## Decay length of density and pseudo-density matrices in a two-band chain

Atomic-orbital correlation methods reach reduced scaling only if the one-particle matrices they contract become sparse. The rate at which these matrices fall off is set by the singularity of the band structure nearest to the real $k$ axis, an argument that goes back to Kohn (1959). For a two-band chain the singularity, the decay constant and the prefactors follow in closed form.

### Premises and conventions

1. The chain is infinite and periodic, with cell length $a$ and integer cell index $R$. Each cell has two orthonormal orbitals, $A$ and $B$.
2. The one-particle Hamiltonian is fixed and couples nearest neighbours only. The hopping is $-t_1$ between $A_R$ and $B_R$ and $-t_2$ between $B_R$ and $A_{R+1}$, with $t_1\ge t_2>0$. The site energies are $+\Delta$ on $A$ and $-\Delta$ on $B$. The case $\Delta=0$ is the Su–Schrieffer–Heeger chain, the general case the Rice–Mele chain.
3. There are two electrons per cell, spin-restricted, at zero temperature. All matrices are given per spin; the spin-summed density matrix is $2P$.
4. The wave number $k$ and the decay constant $\kappa$ are per cell, so the decay length is $\xi=a/\kappa$.

With Bloch sums $|k,A\rangle=N^{-1/2}\sum_R e^{ikR}|R,A\rangle$, and likewise for $B$, the bond $A_{R+1}B_R$ carries the phase $e^{-ik}$:

$$H(k)=\begin{pmatrix}\Delta & -(t_1+t_2e^{-ik})\\ -(t_1+t_2e^{ik}) & -\Delta\end{pmatrix}.\tag{1}$$

$H$ is traceless, so $H^2=E^2\,\mathbf 1$ and the bands are $\pm E(k)$, with

$$E^2=\Delta^2+t_1^2+t_2^2+2t_1t_2\cos k.\tag{2}$$

The minimum lies at $k=\pi$, where $E_0=\sqrt{\Delta^2+(t_1-t_2)^2}$. The gap is $E_g=2E_0$ and midgap is at zero energy.

### The matrices

The operator $H/E$ has eigenvalues $\pm1$, so the projectors on the occupied and virtual bands are $P(k)=\tfrac12(\mathbf 1-H/E)$ and $Q(k)=\tfrac12(\mathbf 1+H/E)$.

Pseudo-densities arise in the Laplace form of second-order Møller–Plesset theory (Almlöf 1991; in atomic orbitals, Häser 1993). The denominator $D=\varepsilon_a+\varepsilon_b-\varepsilon_i-\varepsilon_j>0$ is written as $1/D=\int_0^\infty e^{-D\tau}d\tau$. The exponential factorises over the four orbitals, and each orbital sum becomes one of

$$X(\tau)=\sum_i^{\rm occ}|i\rangle e^{(\varepsilon_i-\mu)\tau}\langle i|,\qquad Y(\tau)=\sum_a^{\rm virt}|a\rangle e^{-(\varepsilon_a-\mu)\tau}\langle a|.$$

The reference $\mu$ cancels in the product of two $X$ and two $Y$. With $\mu=0$ at midgap, $X(k)=e^{-\tau E}P(k)$ and $Y(k)=e^{-\tau E}Q(k)$, and $\tau=0$ returns $P$ and $Q$.

A real-space element is $M_{\alpha\beta}(R)=\langle 0,\alpha|M|R,\beta\rangle=\frac1{2\pi}\int_{-\pi}^{\pi}M_{\alpha\beta}(k)e^{-ikR}dk$. Define

$$G_\tau(R)=\frac1{2\pi}\int_{-\pi}^{\pi}\frac{e^{-\tau E}}{E}e^{-ikR}dk,\qquad F_\tau(R)=\frac1{2\pi}\int_{-\pi}^{\pi}e^{-\tau E}e^{-ikR}dk.$$

Both are even in $R$ because $E$ is even in $k$, and $F_0(R)=\delta_{R0}$. Inserting (1), where the factor $e^{-ik}$ raises $R$ by one,

$$X_{AA}=\tfrac12(F_\tau-\Delta G_\tau),\quad X_{BB}=\tfrac12(F_\tau+\Delta G_\tau),\quad X_{AB}(R)=\tfrac12\left[t_1G_\tau(R)+t_2G_\tau(R+1)\right].\tag{3}$$

$Y$ follows by reversing the sign of every $G_\tau$ term, and $X_{BA}(R)=X_{AB}(-R)$ because the matrices are real and symmetric.

### The branch point

Put $z=e^{ik}$, so that $2\cos k=z+1/z$. Define $\kappa\ge0$ by

$$\cosh\kappa=\frac{\Delta^2+t_1^2+t_2^2}{2t_1t_2},$$

which is at least 1. With $\rho=e^{-\kappa}$, multiplying out confirms

$$E^2=t_1t_2\left(2\cosh\kappa+z+\frac1z\right)=\frac{t_1t_2}{\rho}(1+\rho z)\left(1+\frac\rho z\right).$$

For $\kappa>0$, $E^2$ has simple zeros at $z=-\rho$ and $z=-1/\rho$, that is at $k=\pi\pm i\kappa$, and $E$ has square-root branch points there. Since $\cosh\kappa-1=2\sinh^2(\kappa/2)=E_0^2/(2t_1t_2)$,

$$\sinh\frac\kappa2=\frac{E_g}{4v},\qquad v=\sqrt{t_1t_2}.\tag{4}$$

Three cases follow.

- Bond alternation, $\Delta=0$: $2\cosh\kappa=t_1/t_2+t_2/t_1$, so $\kappa=\ln(t_1/t_2)$.
- Site alternation, $t_1=t_2=t$: $E_g=2|\Delta|$, so $\kappa=2\,\mathrm{arcsinh}(|\Delta|/2t)$.
- Small gap: with $x=E_g/2v$, $\kappa=2\,\mathrm{arcsinh}(x/2)=x-x^3/24+\dots$, so $\kappa\approx E_g/2v$ per two-site cell whatever opens the gap.

### Exact integrals along the cut

For $n=|R|$, evenness gives $G_\tau(n)=\frac1{2\pi i}\oint z^{n-1}E^{-1}e^{-\tau E}dz$ counter-clockwise on the unit circle.

*Domain of analyticity.* The sum $z+1/z$ is real only for real $z$ or $|z|=1$. On the unit circle and for positive $z$, $E^2>0$. For $z=-e^{-s}$ with real $s$, $E^2=2t_1t_2(\cosh\kappa-\cosh s)$, negative exactly when $|s|>\kappa$. Inside the circle the principal root $E$ is therefore analytic apart from the cut $-\rho\le z\le0$. It has ${\rm Re}\,E\ge0$, so $|e^{-\tau E}|\le1$.

*Shrinking the contour.* The contour collapses onto the two lips of the cut and small circles round its ends. Near $z=0$, $|E|\propto|z|^{-1/2}$, and a circle of radius $\epsilon$ contributes at most order $\epsilon^{n+1/2}$. Near $z=-\rho$ the contribution is of order $\epsilon^{1/2}$. Both vanish.

*Values on the lips.* Let

$$w(s)=\sqrt{2t_1t_2(\cosh s-\cosh\kappa)},\qquad s\ge\kappa.$$

Inside the circle ${\rm Im}(z+1/z)={\rm Im}\,z\,(1-|z|^{-2})$ has the sign opposite to ${\rm Im}\,z$, so $E=-iw$ on the upper lip and $E=+iw$ on the lower. Write $z=-y$. The upper lip runs from $y=0$ to $\rho$ with $dz=-dy$ and gives $i(-1)^n\int_0^\rho y^{n-1}e^{i\tau w}w^{-1}dy$. The lower lip runs back and gives the same with $e^{-i\tau w}$. Adding them, dividing by $2\pi i$ and setting $y=e^{-s}$,

$$G_\tau(n)=\frac{(-1)^n}{\pi}\int_\kappa^\infty e^{-ns}\,\frac{\cos\tau w}{w}\,ds\qquad(n\ge0).\tag{5}$$

The same steps without the factor $1/E$ need $n\ge1$ for the circle at the origin to vanish, and give

$$F_\tau(n)=\frac{(-1)^n}{\pi}\int_\kappa^\infty e^{-ns}\sin\tau w\,ds\qquad(n\ge1),\tag{6}$$

consistent with $F_\tau=-\partial_\tau G_\tau$. Each function is a superposition of exponentials $e^{-ns}$ with $s\ge\kappa$, and the lower limit does not depend on $\tau$. The sign $(-1)^n$ records that the branch point lies at ${\rm Re}\,k=\pi$.

### Density matrix at long range

Set $\tau=0$ and $s=\kappa+u$. Then $w^2=W\left(u+\tfrac12u^2\coth\kappa+\dots\right)$ with $W=2t_1t_2\sinh\kappa$, all terms positive, and $1/w=(Wu)^{-1/2}\left(1-\tfrac14u\coth\kappa+\dots\right)$. For large $n$ only $u\lesssim1/n$ contributes, and term-by-term integration with $\int_0^\infty e^{-nu}u^{p-1}du=\Gamma(p)n^{-p}$ (Watson's lemma) yields

$$G_0(n)=\frac{(-1)^ne^{-\kappa n}}{\sqrt{\pi Wn}}\left[1-\frac{\coth\kappa}{8n}+O(n^{-2})\right].\tag{7}$$

Because $w^2\ge Wu$, the leading term is also an upper bound on $|G_0(n)|$ for all $n\ge1$.

By (3), $P_{AA}(R)=-P_{BB}(R)=-\tfrac12\Delta\,G_0(R)$ for $R\ne0$. For the intersublattice elements (5) gives, at any $\tau$,

$$X_{AB}(\pm n)=\frac{(-1)^n}{2\pi}\int_\kappa^\infty e^{-ns}\left(t_1-t_2e^{\mp s}\right)\frac{\cos\tau w}{w}ds,\tag{8}$$

since $R+1$ has modulus $n+1$ for $R=n\ge0$ and $n-1$ for $R=-n\le-1$. At $\tau=0$ the leading term is $\tfrac12(t_1-t_2e^{\mp\kappa})$ times the leading term of (7). An element of $P$ thus falls as $n^{-1/2}e^{-\kappa n}$ unless its weight vanishes at the branch point.

For pure bond alternation two weights vanish. Let $\Delta=0$ and $r=t_2/t_1=e^{-\kappa}$, so that $W=t_1^2(1-r^2)$. First, $P_{AA}=P_{BB}=\tfrac12\delta_{R0}$. Second, the weights in (8) become $t_1(1-r^2e^{-u})$ for $+n$ and $t_1(1-e^{u})=-t_1u(1+u/2+\dots)$ for $-n$. Expanding them with $\coth\kappa=(1+r^2)/(1-r^2)$ gives

$$P_{AB}(n)\simeq\frac{(-1)^n}{2}\sqrt{\frac{1-r^2}{\pi n}}\;r^n\left[1+\frac{3r^2-1}{8(1-r^2)n}\right],\tag{9}$$

$$P_{AB}(-n)\simeq\frac{(-1)^{n+1}\,r^n}{4\sqrt{\pi(1-r^2)}\;n^{3/2}}\left[1+\frac{3(1-3r^2)}{8(1-r^2)n}\right].\tag{10}$$

The path from $A_0$ to $B_n$ begins and ends on a strong bond and has the power $-\tfrac12$. The path from $A_0$ to $B_{-n}$ begins and ends on a weak bond and has the power $-\tfrac32$. The exponent is common to both.

A series solution confirms this. For $\Delta=0$, $P_{AB}(k)=\tfrac12(1+r/z)^{1/2}(1+rz)^{-1/2}$, and $P_{AB}(R)$ is the coefficient of $z^R$. Both binomial series converge on $|z|=1$. Collecting powers, with $\binom{-1/2}{m+n}=\binom{-1/2}{n}(-1)^m(n+\frac12)_m/(n+1)_m$ and its analogue for $+\frac12$,

$$P_{AB}(\pm n)=\frac12\binom{\mp1/2}{n}r^n\,{}_2F_1\!\left(\mp\tfrac12,\,n\pm\tfrac12;\,n+1;\,r^2\right).\tag{11}$$

As $n\to\infty$ the hypergeometric factor tends to $(1-r^2)^{\pm1/2}$, and $\left|\binom{-1/2}{n}\right|\to(\pi n)^{-1/2}$, $\left|\binom{1/2}{n}\right|\to(4\pi n^3)^{-1/2}$, which reproduces the leading terms of (9) and (10).

### Pseudo-densities

*Bound.* Since $|\cos\tau w|\le1$ and $1/w>0$, (5) gives $|G_\tau(n)|\le|G_0(n)|$. For $\Delta=0$ each weight in (8) keeps one sign along the cut, so $|X_{AB}(R)|\le|P_{AB}(R)|$ element by element, with $\mu$ at midgap. Since $|\sin\tau w|\le1$, (6) gives $|F_\tau(n)|\le e^{-\kappa n}/(\pi n)$. The pseudo-densities never decay with a smaller exponent than $\kappa$.

*Long range.* Keep $w^2=Wu$ and substitute $u=y^2$. With $\int_0^\infty e^{-ny^2}\cos(by)\,dy=\tfrac12\sqrt{\pi/n}\,e^{-b^2/4n}$ and $b=\tau\sqrt W$,

$$\frac{G_\tau(n)}{G_0(n)}\simeq\exp\left(-\frac{W\tau^2}{4n}\right),\tag{12}$$

with further corrections of order $n^{-2}$ at fixed $\tau$. The ratio tends to 1 because $E=0$ at the branch point, where the Laplace weight $e^{-\tau E}$ equals unity. The tail has the exponent, the power and the amplitude of $P$. In (6), $\sin\tau w\approx\tau\sqrt{Wu}$ gives

$$F_\tau(n)\simeq(-1)^n\,\frac{\tau}{2}\sqrt{\frac W\pi}\;n^{-3/2}e^{-\kappa n},$$

so the same-sublattice elements, zero in $P$ for $\Delta=0$, are present in $X$ and $Y$.

*Short range.* For a small gap, put $k=\pi+q$ and $E\approx\sqrt{E_0^2+v^2q^2}$, and extend $q$ to infinity, which is allowed when $n$ or $v\tau$ is large. With $vq=E_0\sinh\theta$, $dq/E=d\theta/v$ and the exponent is $-E_0[\tau\cosh\theta+i(n/v)\sinh\theta]=-E_0\sigma\cosh(\theta+i\phi)$, where $\sigma=\sqrt{\tau^2+n^2/v^2}$ and $\tan\phi=n/v\tau$. For $\tau>0$, $\phi<\pi/2$ and the integrand decays throughout the strip, so the contour may be shifted by $-i\phi$. Then $\int_{-\infty}^\infty e^{-x\cosh\theta}d\theta=2K_0(x)$ gives

$$G_\tau(n)\approx\frac{(-1)^n}{\pi v}K_0\!\left(E_0\sqrt{\tau^2+n^2/v^2}\right).\tag{13}$$

For $n\gg v\tau$ the argument is $E_0n/v+E_0v\tau^2/2n$, which matches (7) and (12) with $\kappa\approx E_0/v$ and $W\approx2vE_0$. For $n\ll v\tau$ it is $E_0\tau+E_0n^2/(2v^2\tau)$: a Gaussian of width $\sqrt{v^2\tau/E_0}$ cells and height reduced by $e^{-E_0\tau}$. The centre of $X$ shrinks while its far tail does not. In absolute terms $X$ need not be sparser than $P$. It shares the exponent $\kappa$, and the bound above limits its intersublattice elements, but the same-sublattice elements contain $F_\tau$ and can exceed those of $P$. For $\Delta=0$ they are $\tfrac12F_\tau(n)$, where $P$ has zeros. For $\Delta>0$, (3), (7), (12) and the long-range form of $F_\tau$ give $X_{BB}/P_{BB}\simeq1+(W\tau/2\Delta-W\tau^2/4)/n$, which exceeds 1 when $\tau<2/\Delta$. Relative to its own largest element $X$ is broader than $P$. A threshold applied after normalising $X$, or after moving $\mu$ to the valence-band top, which multiplies $X$ by $e^{E_0\tau}$, keeps more cells as $\tau$ grows.

### Closing the gap

For $\Delta=0$ and $t_1=t_2=t$ the two branch points merge on the real axis. Then $w=2t\sinh(s/2)$ and $t(1-e^{-s})/w=e^{-s/2}$. The integrand of (8) stays regular at $s=0$, although $G_0$ alone diverges, and

$$P_{AB}(n)=\frac{(-1)^n}{2\pi}\int_0^\infty e^{-(n+1/2)s}ds=\frac{(-1)^n}{\pi(2n+1)}.$$

This is $\sin(\pi m/2)/(\pi m)$ for sites $m=2n+1$ apart, as obtained directly from $\frac1{2\pi}\int_{-\pi/2}^{\pi/2}e^{ipm}dp$ over the occupied half of the one-site zone. The decay is $1/R$, the signature of the jump in occupation at the Fermi points. For the pseudo-density at large $n$, $\cos\tau w\approx\cos(t\tau s)$ gives

$$X_{AB}(n)\approx\frac{(-1)^n}{2\pi}\,\frac{n+\frac12}{(n+\frac12)^2+t^2\tau^2},$$

again $1/R$ beyond $n\approx t\tau$.

The crossover for small $\kappa$ and $n\gg1$ follows from $w\approx v\sqrt{s^2-\kappa^2}$ and weights $v(\kappa\pm s)$. With $s=\kappa\cosh\theta$,

$$P_{AB}(\pm n)\approx\frac{(-1)^n\kappa}{2\pi}\left[K_0(\kappa n)\pm K_1(\kappa n)\right].$$

For $\kappa n\ll1$, $K_1\approx1/\kappa n$ dominates and the metallic law $1/(2\pi n)$ holds. The exponential law sets in only for $n\gtrsim1/\kappa$.

### Range of validity

- *Asymptotic forms.* Equations (5), (6), (8) and (11) are exact for the model. Equations (7), (9) and (10) need $n\gg1$ and $n\gg\coth\kappa/8$. Equation (12) needs in addition $n\gg v\tau$, and (13) needs $E_g\ll4v$.
- *Second-neighbour hopping* $-t'$, equal on both sublattices, adds $-2t'\cos k\,\mathbf 1$ to (1). The eigenvectors and $P$ are unchanged while the bands do not overlap. If both band edges stay at $k=\pi$, midgap moves to $2t'$. $X$ acquires a factor analytic for finite complex $k$, which leaves $\kappa$ alone and equals $\exp[2t'\tau(\cosh\kappa-1)]$ at the branch point; $Y$ acquires the inverse.
- *Third-neighbour hoppings* $-t_3$ ($A_0B_1$) and $-t_4$ ($A_0B_{-2}$) move the branch point. For $\Delta=0$ it is a zero of $t_1+t_2/z+\delta(z)$ with $\delta=t_3z+t_4/z^2$. Then $|z|=t_2/(t_1+\delta)$, and evaluating $\delta$ at $z=-r$ gives $\delta\kappa\approx(t_4/r^2-rt_3)/t_1$.
- *Hartree–Fock exchange.* The Fock matrix contains $-P_{\alpha\beta}(R)$ times a Coulomb integral. It changes $t_1$ and $t_2$ and adds hoppings that themselves decay only as $e^{-\kappa R}$ times a power, so $H(k)$ is no longer a finite polynomial in $z$ and $1/z$. Equation (4) then no longer ties $\kappa$ to the gap exactly.
- *Non-orthogonal orbitals.* The coefficient matrices obey $P+Q=S^{-1}$. A zero of $\det S(k)$ closer to the real axis than $\kappa$, as can occur with diffuse functions, sets the decay of at least one of them.
- *Temperature.* The thermal matrix $\tfrac12[\mathbf 1-(H/E)\tanh(E/2k_BT)]$ depends on $E^2$ only. The cut is replaced by poles along it, the first at $w=\pi k_BT$, so $\cosh\kappa_T=\cosh\kappa+(\pi k_BT)^2/2t_1t_2$.
- *Scope.* The power $-\tfrac12$ belongs to one dimension. The result concerns one-particle matrices; pair correlation energies between distant cells keep their algebraic dispersion tail.

### Illustration: dimerised hydrogen chain

All inputs are assumed. The bonds alternate between $d_1=2a_0=1.058$ Å and $d_2=3a_0=1.588$ Å, so $a=2.646$ Å. Each atom has a 1s Slater orbital of exponent $1/a_0$, with overlap $S=e^{-p}(1+p+p^2/3)$ at distance $pa_0$. The Wolfsberg–Helmholz rule is $H_{\mu\nu}=K\alpha S_{\mu\nu}$ for $\mu\neq\nu$ and $H_{\mu\mu}=\alpha$, with $\alpha=-13.6$ eV and $K=1.75$.

In this scheme $H=K\alpha S+(1-K)\alpha\mathbf 1$, so the Löwdin-orthogonalised Hamiltonian is $K\alpha\mathbf 1+(1-K)\alpha S^{-1}$. It shares its eigenvectors with $S$, and $P$ is exactly that of a chain with hoppings proportional to overlaps. The energy scale is fixed only to first order in overlap, $t=(K-1)|\alpha|S$ with $(K-1)|\alpha|=10.2$ eV. The overlaps $0.586$ and $0.349$ lead, after rounding, to $t_1=6.0$ eV and $t_2=3.6$ eV. These overlaps are not small, so the energies, and with them $X$, are illustrative.

The model then has $r=0.6$, $E_g=4.8$ eV, $v=4.65$ eV and $W=23.04$ eV², and

$$\kappa=\ln(5/3)=0.511,\qquad\xi=a/\kappa=5.2\ \text{Å}.$$

The small-gap estimate $E_g/2v$ gives $0.516$. A chain with uniform $t=4.8$ eV and the same gap from $\Delta=2.4$ eV has $\kappa=0.495$.

The table lists the exact model values from (11) and the leading terms of (9) and (10). The on-bond element is $P_{AB}(0)=0.4514$.

| $n$ | $P_{AB}(n)$ | leading term | $P_{AB}(-n)$ | leading term |
|---|---|---|---|---|
| 1 | $-0.1279$ | $-0.1354$ | $0.1579$ | $0.1058$ |
| 2 | $0.05641$ | $0.05745$ | $-0.02496$ | $-0.02244$ |
| 5 | $-7.829\times10^{-3}$ | $-7.848\times10^{-3}$ | $1.247\times10^{-3}$ | $1.226\times10^{-3}$ |
| 10 | $4.315\times10^{-4}$ | $4.315\times10^{-4}$ | $-3.381\times10^{-5}$ | $-3.371\times10^{-5}$ |

The early agreement is partly accidental. For $r^2$ near $\tfrac13$ the $1/n$ coefficients in (9) and (10) nearly vanish; here they are $0.016$ and $-0.047$. The magnitude first drops below $10^{-6}$ at $n=22$ cells (58 Å) on the strong-bond side and at $n=16$ cells (42 Å) on the weak-bond side.

For the pseudo-density take $\tau=0.25$ eV$^{-1}$, where the weight of the smallest denominator, $e^{-2E_g\tau}$, has fallen to $0.09$. Then $v\tau=1.16$ cells, the Gaussian width is $1.5$ cells and $W\tau^2/4=0.36$. On the strong-bond side the weight in (8) is finite at the branch point, so (12) also gives the leading ratio $X_{AB}/P_{AB}$. Numerical integration of (3) gives:

| $n$ | $X_{AB}(n)$ | $X_{AB}/P_{AB}$ | $e^{-0.36/n}$ |
|---|---|---|---|
| 0 | $0.1047$ | $0.23$ | – |
| 1 | $-0.0752$ | $0.59$ | $0.70$ |
| 2 | $0.0429$ | $0.76$ | $0.84$ |
| 5 | $-7.13\times10^{-3}$ | $0.91$ | $0.93$ |
| 10 | $4.1\times10^{-4}$ | $0.96$ | $0.96$ |

Every entry obeys the bound and the ratio climbs towards 1. Relative to the $n=0$ element, the magnitude at $n=5$ is $0.068$ for $X$ against $0.017$ for $P$. The same-sublattice elements, zero in $P$ for $n\ne0$, have $|X_{AA}|=|X_{BB}|\simeq0.17\,n^{-3/2}\,0.6^n$; by (6) they are still above $10^{-6}$ at $n=15$ and below it at $n=16$, on both sides.

The neglected terms can be sized within the same assumptions. The overlap rule at $5a_0$, $7a_0$ and $8a_0$ gives $t'=0.99$ eV, $t_3=0.226$ eV and $t_4=0.104$ eV. The first scales the tail of $X$ by $1.07$. The other two raise $\kappa$ by about $0.03$, some 5 per cent. At 300 K, $\kappa_T-\kappa\approx(\pi k_BT)^2/W=2.9\times10^{-4}$, while the gapless chain with $t=4.8$ eV acquires $\kappa_T=2\,\mathrm{arcsinh}(\pi k_BT/2t)=0.017$.

Exchange is the term that rivals the effect. With differential overlap neglected, each hopping grows by $P_{AB}J$, where in hartree $J=1/p-e^{-2p}(1/p+11/8+3p/4+p^2/6)$ is the Coulomb repulsion of two 1s densities. This is $11.6$ eV on the short bond and $8.7$ eV on the long one. One iteration on the two nearest bonds gives $t_1=6.0+0.4514\times11.6=11.2$ eV and $t_2=3.6+0.1579\times8.7=5.0$ eV, hence a gap of $2(11.2-5.0)=12.4$ eV, $\kappa=\ln(11.2/5.0)=0.81$ and $\xi$ of about 3 Å. The estimate is rough: it is not self-consistent, omits longer exchange bonds, and may count twice what the empirical rule already contains. As typical knowledge and not as a measurement, Hartree–Fock gaps of hydrogen chains at such a geometry are roughly 10 eV or more, so the model's 4.8 eV is low by a factor of two or more for an MP2 reference. The values $\kappa=0.511$ and $\xi=5.2$ Å are the model's, and the exchange estimate indicates that a Hartree–Fock density matrix of this chain decays over a shorter length, nearer 3 Å.